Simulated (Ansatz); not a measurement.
InF: pressure against volume scale

Periodic Kohn-Sham DFT of a crystal at fixed atoms, scaled to volume_scale times the given cell; pressure positive in compression, energy less spherical unpolarised free atoms, largest_vzz the field gradient of largest size among the nuclei. The results are calculated, by Ansatz 0.2.0.

The cell before it is scaled or strained (space group F-43m, No. 216):
```
cell vectors (Å)
   0.0000     3.0045     3.0045
   3.0045     0.0000     3.0045
   3.0045     3.0045     0.0000
atoms (fractions of the cell vectors)
In  0.00000  0.00000  0.00000
F   0.25000  0.25000  0.25000
```

Settings of every row: method frozen-core PAW; functional PBE; relativity scalar; k mesh 13x13x13; filling fermi-dirac; smearing width 0.05 eV; wave cutoff 420 eV; paw set soft_2.

Atom start moment: 0 on all atoms.

Limits: the cell comes from a prototype or a list of computed structures and needn't be the stable phase.

| row | volume scale | V (Å³/atom) | pressure (GPa) |
| --- | --- | --- | --- |
| 1 | 0.9405 | 25.508 | 1.561 |
| 2 | 0.97 | 26.308 | 0.725 |
| 3 | 1 | 27.121 | 0.003 |
| 4 | 1.03 | 27.935 | ? |
| 5 | 1.06 | 28.749 | -1.132 |

Question: what pressure should row 4 give?

Worked fit of pressure. Take u = (V_r/V)^(2/3) − 1 with V_r = 26.715 Å³ an atom, which is twice the finite (Eulerian) strain; such expansions in the strain, on which the Birch-Murnaghan equation of state is built, carry the rest volume and the bulk modulus. The shown rows have u = 0.0313, 0.01029, -0.01001, -0.04774. Least squares give pressure = 0.3491 + 35.66 × u + 97.17 × u² GPa; a straight line predicts inner rows, each left out in turn, worse (root mean square 0.095 against 0.0028 GPa). The rows lie off it by 0.001, -0.001, 0.001, 0.000. The pressure vanishes at u = -0.0101, or V = 27.12 Å³ an atom, and there the bulk modulus at fixed shape and fractions is B = −V dP/dV = (2/3)(1 + u) dP/du = 22.2 GPa. The withheld row has u = -0.02933, so the fit gives 0.3491 + 35.66 × (-0.02933) + 97.17 × (-0.02933)² = -0.613 GPa.

The calculation gave -0.611 GPa. The fit lies 0.002 GPa (0.074 % of the column's range) below it; its largest miss of a shown row is 0.001 GPa.
